Coulomb-blockade peak heights with and without time-reversal symmetry

PROBLEM

A chaotic dot in a GaAs two-dimensional electron gas has area A = 0.10 μm² and density n = 2.0×10¹¹ cm⁻². Take the typical values m* = 0.067 mₑ and |g| = 0.44. The electron temperature is T = 50 mK and the charging energy far exceeds kT. Two equal single-channel tunnel leads each give a mean partial width Γ̄ = 0.10 μeV (an energy), assumed independent of field. A, n, T and Γ̄ are illustrative. Many peaks are recorded at B = 0 and with three flux quanta h/e through the dot.
(a) Find B and check the regime.
(b) For one spinless level per peak, find the mean heights and their relative difference.
(c) What fraction of peaks has a < 0.1, with a defined below?
(d) How does spin change (b)?

SOLUTION

(a) Regime. kT = 4.309 μeV. The spacing of orbital levels is Δ = 2πħ²/(m*A) = 71.5 μeV, so kT/Δ = 0.060, and the mean total width has 2Γ̄/kT = 0.046. With Γ ≪ kT ≪ Δ one level carries each peak. The field is B = 3(h/e)/A = 124 mT.

Predict: is a whole flux quantum needed to break time reversal?

Less suffices. With k_F = √(2πn) = 0.112 nm⁻¹ and L = √A = 0.32 μm, an electron crosses the dot v_F(h/Δ)/L = k_F L = 35 times in the time h/Δ that resolves a level. The enclosed areas add with random signs, so the crossover flux is of order (h/e)/√35 ≈ 0.2 h/e, up to a geometric factor. Three quanta lie well beyond it, while the cyclotron radius ħk_F/(eB) = 0.59 μm still exceeds L. We use the orthogonal ensemble (GOE) at B = 0 and the unitary one (GUE) at 124 mT.

(b) Peak height. The Breit-Wigner transmission Γ_LΓ_R/[(E − E₀)² + Γ²/4], with Γ = Γ_L + Γ_R, has area 2πΓ_LΓ_R/Γ, and −∂f/∂E peaks at 1/(4kT). The Landauer formula gives

G_max = G₀ a, G₀ = (e²/h) πΓ̄/(2kT) = e²(Γ̄/ħ)/(4kT), a = Γ_LΓ_R/[Γ̄(Γ_L + Γ_R)].

Here G₀ = 0.0365 e²/h = 1.41 μS. Finite width lowers a peak by the fraction 0.27 Γ/kT, about 1 % at Γ = 2Γ̄, so results are quoted to two figures.

Each width is proportional to |ψ|² at its contact, and in a chaotic dot the amplitudes at two distant contacts are independent Gaussians (Porter-Thomas statistics).

Predict: ψ is real at B = 0 and complex in the field. Which case has more nearly invisible peaks?

GOE. Write Γ_L = Γ̄u², Γ_R = Γ̄v² with u, v standard normal. With u = r cos θ, v = r sin θ, a = (r sin 2θ)²/4. The angle 2θ is uniform modulo 2π and independent of r, so w = r sin 2θ is again standard normal and a = w²/4:

P_GOE(a) = √(2/(πa)) e^(−2a), ⟨a⟩ = 1/4.

GUE. Now x = Γ_L/Γ̄ and y = Γ_R/Γ̄ are exponential with mean 1. Put x = st, y = s(1 − t). Then s has density s e^(−s), t is uniform on (0, 1), and a = sq with q = t(1 − t).

Predict ⟨a⟩ before reading on.

⟨a⟩ = ⟨s⟩⟨q⟩ = 2 × 1/6 = 1/3. The density is P = ∫₀¹ dt (a/q²) e^(−a/q). The substitution t = 1/(1 + e^(−φ)) gives dt = q dφ and 1/q = 2(1 + cosh φ), and K_ν(z) = ∫₀^∞ e^(−z cosh φ) cosh νφ dφ yields

P_GUE(a) = 4a [K₀(2a) + K₁(2a)] e^(−2a).

These are the distributions of Jalabert, Stone and Alhassid (1992). As a → 0, P_GOE diverges as a^(−1/2) while P_GUE tends to 2: a complex amplitude is small only if both its parts are. The means are

⟨G_max⟩ = G₀/4 = 0.0091 e²/h = 0.35 μS at B = 0,
⟨G_max⟩ = G₀/3 = 0.012 e²/h = 0.47 μS at 124 mT.

Relative to the field value, the weak-localisation reduction is (1/3 − 1/4)/(1/3) = 1/4, free of Γ̄ and T in this regime.

(c) The threshold is 0.1 G₀ = 0.14 μS. For GOE, a < a₀ means |w| < 2√a₀, with probability erf √(2a₀) = 47 %. For GUE, d(zK₁)/dz = −zK₀ shows that the cumulative probability is 1 − 2a₀K₁(2a₀)e^(−2a₀) = 22 %. The field roughly halves the share of small peaks.

(d) Predict: does spin double the peak, and does it cancel from the ratio?

The Zeeman splitting E_Z = |g|μ_B B = 3.2 μeV is below kT, so spin is not resolved. Neglect exchange. Blockade allows the orbital to be empty or to hold ↑ or ↓, with addition energies ε_σ = ε ± E_Z/2 counted from the Fermi level. In the steady state each transition 0 ↔ σ balances separately, so its particle current is (γ/ħ)(P₀ + P_σ)(f_L − f_R), with γ = Γ̄a. Linearising, and using (P₀ + P_σ)(1 − f_σ) = P₀ in equilibrium,

G = (e²γ/ħkT) F, F = P₀(f_↑ + f_↓), P₀ = 1/[1 + e^(−ε_↑/kT) + e^(−ε_↓/kT)].

A single spinless level has F = f(1 − f), with maximum 1/4. At B = 0, F = 2f(1 − f)/(1 + f), whose maximum is 6 − 4√2 = 0.343. At E_Z/kT = 0.73, maximising over ε numerically gives 0.333. The peak that adds the second electron has the same maxima by particle-hole symmetry. Spin thus multiplies the heights by 1.37 and 1.33, an increase as large as the symmetry effect itself, and the means become 0.48 μS and 0.63 μS. The distributions of a, and the fractions in (c) as fractions of a, are unchanged. The two spin factors differ slightly, so the model's reduction is 1 − (3/4)(0.343/0.333) = 0.23 in place of 0.25. The absolute heights are the model's and scale with the gate-tuned Γ̄.